**Screening by the removed shell in the 5s and 5p levels of Os6+ to Os15+**

The table holds Kohn-Sham eigenvalues and mean radii of the 5s and 5p orbitals of ten osmium ions from spherical, spin-unpolarised, scalar-relativistic LDA calculations with Quantum ESPRESSO ld1.x. The program tests a parameter-free thin-shell estimate of the level shift per removed electron, a count of holes per shell for the 5p–5s gap against a polynomial in the charge, hydrogenic scaling of radius with binding, and Janak's theorem for the ionisation energies. The computed 5s shifts are 0.85 to 0.95 of the thin-shell values, and the gap steps rise in the order 5d, 5p, 4f. Hole counting predicts the held-out gap of Os14+ to 0.10 eV against 0.94 eV for a quadratic in the charge forced through the off-sequence Os13+ row, and the radius exponents of −0.12 and −0.14 are far from the hydrogenic −0.5. An interpolation places 4f¹⁴ 5s² 5p¹ about 27 eV below the listed configuration of Os13+ within this model.

Osmium ions from all-electron, scalar-relativistic Kohn-Sham calculations with Quantum ESPRESSO ld1.x 7.5, using relativistic LDA (MacDonald-Vosko exchange, VWN5 correlation) and a point nucleus. The ions are spin-unpolarised, with open shells spherically averaged. Bound levels have negative eigenvalues; n/a marks an empty 5p shell.

## Analysis program

```python
# Table: 5s, 5p Kohn-Sham eigenvalues (eV) and mean radii (bohr) of Os6+..Os15+, QE ld1.x, RLDA-VWN5,
# scalar-relativistic, spin-unpolarised, spherical. Tested: screening by the removed shell (thin shells,
# hole counting) against a function of charge alone and against hydrogenic size-binding scaling.
T = {
    'ion': ['Os6+', 'Os7+', 'Os8+', 'Os9+', 'Os10+', 'Os11+', 'Os12+', 'Os13+', 'Os14+', 'Os15+'],
    'Z': [76, 76, 76, 76, 76, 76, 76, 76, 76, 76],
    'charge': [6, 7, 8, 9, 10, 11, 12, 13, 14, 15],  # e
    'N': [70, 69, 68, 67, 66, 65, 64, 63, 62, 61],
    'configuration': ['[Xe] 4f14 5d2', '[Xe] 4f14 5d1', '[Xe] 4f14', '[Kr] 4d10 4f14 5s2 5p5', '[Kr] 4d10 4f14 5s2 5p4', '[Kr] 4d10 4f14 5s2 5p3', '[Kr] 4d10 4f14 5s2 5p2', '[Kr] 4d10 4f13 5s2 5p2', '[Kr] 4d10 4f14 5s2', '[Kr] 4d10 4f13 5s2'],
    'eigenvalue_5s': [-169.67, -187.3, -205.65, -226.68, -248.16, -270.05, -292.34, -319.36, -337.88, -365.94],  # eV
    'eigenvalue_5p': [-127.67, -144.74, -162.48, -182.6, -203.17, -224.14, -245.48, -270.88, None, None],  # eV
    'mean_radius_5s': [0.99069, 0.98463, 0.97801, 0.96845, 0.959, 0.94967, 0.94043, 0.92404, 0.92197, 0.90641],  # bohr
    'mean_radius_5p': [1.1255, 1.1123, 1.0989, 1.0817, 1.0654, 1.05, 1.0352, 1.0121, None, None],  # bohr
    'gap': [41.9988, 42.5562, 43.1716, 44.0766, 44.9907, 45.9146, 46.8509, 48.4745, None, None],  # eV
}
import re
import numpy as np
from scipy.constants import physical_constants as pc
Ha = pc['Hartree energy in eV'][0]
f = lambda k: np.array([np.nan if v is None else float(v) for v in T[k]])
q, es, ep, rs, rp, g = map(f, ['charge', 'eigenvalue_5s', 'eigenvalue_5p', 'mean_radius_5s', 'mean_radius_5p', 'gap'])
def occ(c, s):
    m = re.search(s + r'(\d+)', c)
    return int(m.group(1)) if m else (6 if s == '5p' and '[Xe]' in c else 0)
h = np.array([[2-occ(c, '5d'), 6-occ(c, '5p'), 14-occ(c, '4f')] for c in T['configuration']], float)
I = {int(x): i for i, x in enumerate(q)}
# typed from further outputs of the same runs (eV, bohr), keyed by charge
e1s = dict(zip(range(6, 16), [-73452.52, -73471.51, -73491.55, -73516.38, -73542.06, -73568.57, -73595.88, -73633.97, -73652.87, -73693.01]))
rx = {6: 1.425743, 7: 1.380619, 12: 0.5342754, 14: 0.5271531}  # radius of removed 5d or 4f
IE = {6: 85.31333, 8: 172.3915, 9: 192.7279, 10: 213.488, 11: 234.6377, 12: 283.3878, 13: 250.6921, 14: 335.2277}
ex = {6: (-77.56852, -93.22509), 12: (-265.7163, -301.3221), 14: (-316.7841, -353.9528)}  # 5d, 4f, 4f before/after
ep14 = -289.0953; g14 = ep14 - es[I[14]]  # empty 5p of Os14+
print('rounding: eigenvalue 0.005 eV, step 0.01 eV, radius 5e-6 (5s), 5e-5 (5p) bohr; max|gap-(e5p-e5s)| %.4f eV' % np.nanmax(abs(g-(ep-es))))
print('step shell d5s d5p dgap d1s [eV] | dr5s dr5p [%] | thin shell 5s 5p [eV], d5s/thin')
dg = {'5d': [], '5p': [], '4f': []}
for a in [6, 7, 8, 9, 10, 11, 12, 14]:
    i, j = I[a], I[a+1]; s = ['5d', '5p', '4f'][int(np.argmax(h[j]-h[i]))]
    r = rp[i] if s == '5p' else rx[a]; ts = -Ha/max(r, rs[i]); tp = -Ha/np.maximum(r, rp[i])
    if a < 14: dg[s].append(g[j]-g[i])
    print('%d>%d %s %.2f %.2f %+.3f %.2f | %.2f %.2f | %.1f %.1f %.2f' % (a, a+1, s, es[j]-es[i], ep[j]-ep[i], g[j]-g[i],
          e1s[a+1]-e1s[a], 100*(rs[j]/rs[i]-1), 100*(rp[j]/rp[i]-1), ts, tp, (es[j]-es[i])/ts))
print('13>14 (-2 5p, +1 4f): d5s %.2f eV, dr5s %.2f %%; 12>14 per 5p: d5s %.2f eV' % (es[I[14]]-es[I[13]], 100*(rs[I[14]]/rs[I[13]]-1), (es[I[14]]-es[I[12]])/2))
print('gap change 6+>13+ %.2f eV (%.1f %%); Os14+ gap with empty 5p %.2f eV' % (g[I[13]]-g[0], 100*(g[I[13]]/g[0]-1), g14))
# Slater integrals F0(x,5s), F0(x,5p) typed from further outputs
for n, a, b in [('5d (Os11+, empty)', 22.0907, 21.32413), ('5p (Os13+)', 25.15563, 24.1147), ('4f (Os13+)', 31.41293, 29.19791)]:
    print('F0 x=%s: 5s %.2f 5p %.2f diff %.2f eV; mean gap step %.2f eV' % (n, a, b, a-b, np.mean(dg[n[:2]])))
print('4f step 12>13 over F0: 5s %.2f, 5p %.2f' % ((es[I[12]]-es[I[13]])/31.41293, (ep[I[12]]-ep[I[13]])/29.19791))
def fit(name, A, y, m, held=None):
    c = np.linalg.lstsq(A[m], y[m], rcond=None)[0]; r = (y - A@c)[m]; w = int(np.argmax(abs(r)))
    print(name, 'coef', np.round(c, 3), 'rms %.3f worst %+.3f eV (%d+)' % (np.sqrt(np.mean(r**2)), r[w], q[m][w]))
    print('  residuals', ' '.join('%+.2f' % x for x in r), '' if held is None else '| held-out 14+: pred %.2f err %+.2f eV' % (A[I[14]]@c, held-A[I[14]]@c))
one = np.ones_like(q); x = q-6; m = ~np.isnan(g); al = one > 0
fit('gap holes [g0,d,p,f]', np.c_[one, h], g, m, g14)
fit('gap quadratic in charge', np.c_[one, x, x*x], g, m, g14)
fit('e5s holes+curv [e0,d,p,f,x2]', np.c_[one, h, x*x], es, al)
fit('e5s quartic in charge (same 5 params)', np.c_[one, x, x**2, x**3, x**4], es, al)
k = {}
for n, e, r, l in [('5s', es, rs, 0), ('5p', ep, rp, 1)]:
    u = ~np.isnan(e); E, R = -e[u], r[u]; k[n] = np.polyfit(np.log(E), np.log(R), 1)[0]
    ZE, Zr = 5*np.sqrt(2*E/Ha), (75-l*(l+1))/(2*R)
    print('%s first>last: |e| x%.2f, r %+.1f %% (hydrogenic %+.1f %%), dlnr/dln|e| %.3f (hydrogenic -0.5)' % (n, E[-1]/E[0], 100*(R[-1]/R[0]-1), 100*((E[-1]/E[0])**-0.5-1), k[n]))
    print('   Zeff from energy %.1f>%.1f, from radius %.1f>%.1f' % (ZE[0], ZE[-1], Zr[0], Zr[-1]))
print('r5p/r5s: 6+ %.3f, 13+ %.3f' % (rp[0]/rs[0], rp[I[13]]/rs[I[13]]))
print('Janak: charge, IE, -e before, IE+e, mean -e, IE-mean [eV]')
for a in [6, 8, 9, 10, 11, 12, 14]:
    b, c = ex[a] if a in ex else (ep[I[a]], ep[I[a+1]])
    print('  %d+ %.2f %.2f %.2f %.2f %+.2f' % (a, IE[a], -b, IE[a]+b, -(b+c)/2, IE[a]+(b+c)/2))
qq = [10, 11, 12, 14]; idx = [I[a] for a in qq[:3]]
p13 = np.polyval(np.polyfit(qq, list(ep[idx])+[ep14], 2), 13); g13 = np.polyval(np.polyfit(qq, list(g[idx])+[g14], 2), 13)
ie = -(ep[I[12]]+p13)/2
print('interpolated 4f14 5p1: e5p %.1f, gap %.2f (listed 13+ higher by %.2f), IE(12+) %.0f, listed state higher by %.0f eV' % (p13, g13, g[I[13]]-g13, ie, IE[12]-ie))
print('IE12+IE13 %.1f eV; Simpson integral of -e5p over two 5p electrons %.1f eV' % (IE[12]+IE[13], -(ep[I[12]]+4*p13+ep14)/3))
assert np.all(np.diff(es) < 0) and np.all(np.diff(rs) < 0)
assert np.all(g[m] > 0) and np.all(rp[m] > rs[m])
assert max(dg['5d']) < min(dg['5p']) and max(dg['5p']) < min(dg['4f'])
assert all(-0.5 < v < 0 for v in k.values())
```

Running it gives:

```
rounding: eigenvalue 0.005 eV, step 0.01 eV, radius 5e-6 (5s), 5e-5 (5p) bohr; max|gap-(e5p-e5s)| 0.0091 eV
step shell d5s d5p dgap d1s [eV] | dr5s dr5p [%] | thin shell 5s 5p [eV], d5s/thin
6>7 5d -17.63 -17.07 +0.557 -18.99 | -0.61 -1.17 | -19.1 -19.1 0.92
7>8 5d -18.35 -17.74 +0.615 -20.04 | -0.67 -1.20 | -19.7 -19.7 0.93
8>9 5p -21.03 -20.12 +0.905 -24.83 | -0.98 -1.57 | -24.8 -24.8 0.85
9>10 5p -21.48 -20.57 +0.914 -25.68 | -0.98 -1.51 | -25.2 -25.2 0.85
10>11 5p -21.89 -20.97 +0.924 -26.51 | -0.97 -1.45 | -25.5 -25.5 0.86
11>12 5p -22.29 -21.34 +0.936 -27.31 | -0.97 -1.41 | -25.9 -25.9 0.86
12>13 4f -27.02 -25.40 +1.624 -38.09 | -1.74 -2.23 | -28.9 -26.3 0.93
14>15 4f -28.06 nan +nan -40.14 | -1.69 nan | -29.5 nan 0.95
13>14 (-2 5p, +1 4f): d5s -18.52 eV, dr5s -0.22 %; 12>14 per 5p: d5s -22.77 eV
gap change 6+>13+ 6.48 eV (15.4 %); Os14+ gap with empty 5p 48.78 eV
F0 x=5d (Os11+, empty): 5s 22.09 5p 21.32 diff 0.77 eV; mean gap step 0.59 eV
F0 x=5p (Os13+): 5s 25.16 5p 24.11 diff 1.04 eV; mean gap step 0.92 eV
F0 x=4f (Os13+): 5s 31.41 5p 29.20 diff 2.22 eV; mean gap step 1.62 eV
4f step 12>13 over F0: 5s 0.86, 5p 0.87
gap holes [g0,d,p,f] coef [41.99   0.583  0.921  1.633] rms 0.010 worst -0.017 eV (7+)
  residuals +0.01 -0.02 +0.02 -0.00 -0.01 -0.01 +0.01 +0.00 | held-out 14+: pred 48.68 err +0.10 eV
gap quadratic in charge coef [42.012  0.482  0.06 ] rms 0.102 worst -0.224 eV (12+)
  residuals -0.01 +0.00 -0.05 +0.08 +0.09 -0.02 -0.22 +0.13 | held-out 14+: pred 49.73 err -0.94 eV
e5s holes+curv [e0,d,p,f,x2] coef [-169.613  -17.606  -20.1    -24.596   -0.196] rms 0.060 worst +0.114 eV (7+)
  residuals -0.06 +0.11 -0.04 +0.01 -0.00 -0.03 -0.07 +0.06 +0.08 -0.06 
e5s quartic in charge (same 5 params) coef [-1.69858e+02 -1.56440e+01 -1.47500e+00  1.50000e-01 -7.00000e-03] rms 1.278 worst -2.913 eV (13+)
  residuals +0.19 -0.47 +0.30 -0.12 -0.00 +0.37 +0.85 -2.91 +2.48 -0.68 
5s first>last: |e| x2.16, r -8.5 % (hydrogenic -31.9 %), dlnr/dln|e| -0.116 (hydrogenic -0.5)
   Zeff from energy 17.7>25.9, from radius 37.9>41.4
5p first>last: |e| x2.12, r -10.1 % (hydrogenic -31.3 %), dlnr/dln|e| -0.139 (hydrogenic -0.5)
   Zeff from energy 15.3>22.3, from radius 32.4>36.1
r5p/r5s: 6+ 1.136, 13+ 1.095
Janak: charge, IE, -e before, IE+e, mean -e, IE-mean [eV]
  6+ 85.31 77.57 7.74 85.40 -0.08
  8+ 172.39 162.48 9.91 172.54 -0.15
  9+ 192.73 182.60 10.13 192.88 -0.16
  10+ 213.49 203.17 10.32 213.65 -0.17
  11+ 234.64 224.14 10.50 234.81 -0.17
  12+ 283.39 265.72 17.67 283.52 -0.13
  14+ 335.23 316.78 18.44 335.37 -0.14
interpolated 4f14 5p1: e5p -267.1, gap 47.81 (listed 13+ higher by 0.67), IE(12+) 256, listed state higher by 27 eV
IE12+IE13 534.1 eV; Simpson integral of -e5p over two 5p electrons 534.3 eV
```
